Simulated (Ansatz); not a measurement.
## HfC: the change of pressure with volume scale

Results calculated with Ansatz 0.2.0, not measured. Periodic Kohn-Sham DFT of a crystal at fixed atoms, scaled to volume_scale times the given cell; pressure positive in compression, energy less spherical unpolarised free atoms, largest_vzz the field gradient of largest size among the nuclei.

The cell before it is scaled or strained (space group Fm-3m, No. 225):
```
CELL_PARAMETERS angstrom
0.00000 2.32500 2.32500
2.32500 0.00000 2.32500
2.32500 2.32500 0.00000
ATOMIC_POSITIONS crystal
Hf 0.50000 0.50000 0.50000
C 0.00000 0.00000 0.00000
```

Settings of every row: method frozen-core PAW; functional PBEsol; relativity scalar; k mesh 15x15x15; filling fermi-dirac; smearing width 0.05 eV; wave cutoff 420 eV; paw set soft_2.

Atom start moment: 0 on all atoms.

Limits: PAW files made with PBE; no spin-orbit coupling on heavy atoms.

| row | volume scale | V (Å³/atom) | pressure (GPa) |
| --- | --- | --- | --- |
| 1 | 0.94 | 11.814 | 8.998 |
| 2 | 0.98 | 12.317 | -1.888 |
| 3 | 0.99 | 12.442 | -4.291 |
| 4 | 1 | 12.568 | -6.556 |
| 5 | 1.01 | 12.694 | -8.717 |
| 6 | 1.04 | 13.071 | ? |
| 7 | 1.06 | 13.322 | -18.026 |

Question: what pressure should row 6 give?

Worked fit of pressure. Take u = (V_r/V)^(2/3) − 1 with V_r = 12.505 Å³ an atom, which is twice the finite (Eulerian) strain; such expansions in the strain, on which the Birch-Murnaghan equation of state is built, carry the rest volume and the bulk modulus. The shown rows have u = 0.03862, 0.01015, 0.00337, -0.00334, -0.00995, -0.04131. Least squares give pressure = −5.431 + 340.341 × u + 859.88 × u² GPa; a straight line predicts inner rows, each left out in turn, worse (root mean square 0.54 against 0.016 GPa). The rows lie off it by 0.003, 0.000, -0.017, 0.002, 0.015, -0.003 (root mean square 0.0095 GPa). The pressure vanishes at u = 0.0154, or V = 12.22 Å³ an atom, and there the bulk modulus at fixed shape and fractions is B = −V dP/dV = (2/3)(1 + u) dP/du = 248 GPa. The withheld row has u = -0.02908, so the fit gives −5.431 + 340.341 × (-0.02908) + 859.88 × (-0.02908)² = -14.601 GPa.

The calculation gave -14.582 GPa. The fit lies 0.019 GPa (0.07 % of the column's range) below it; its largest miss of a shown row is 0.017 GPa.
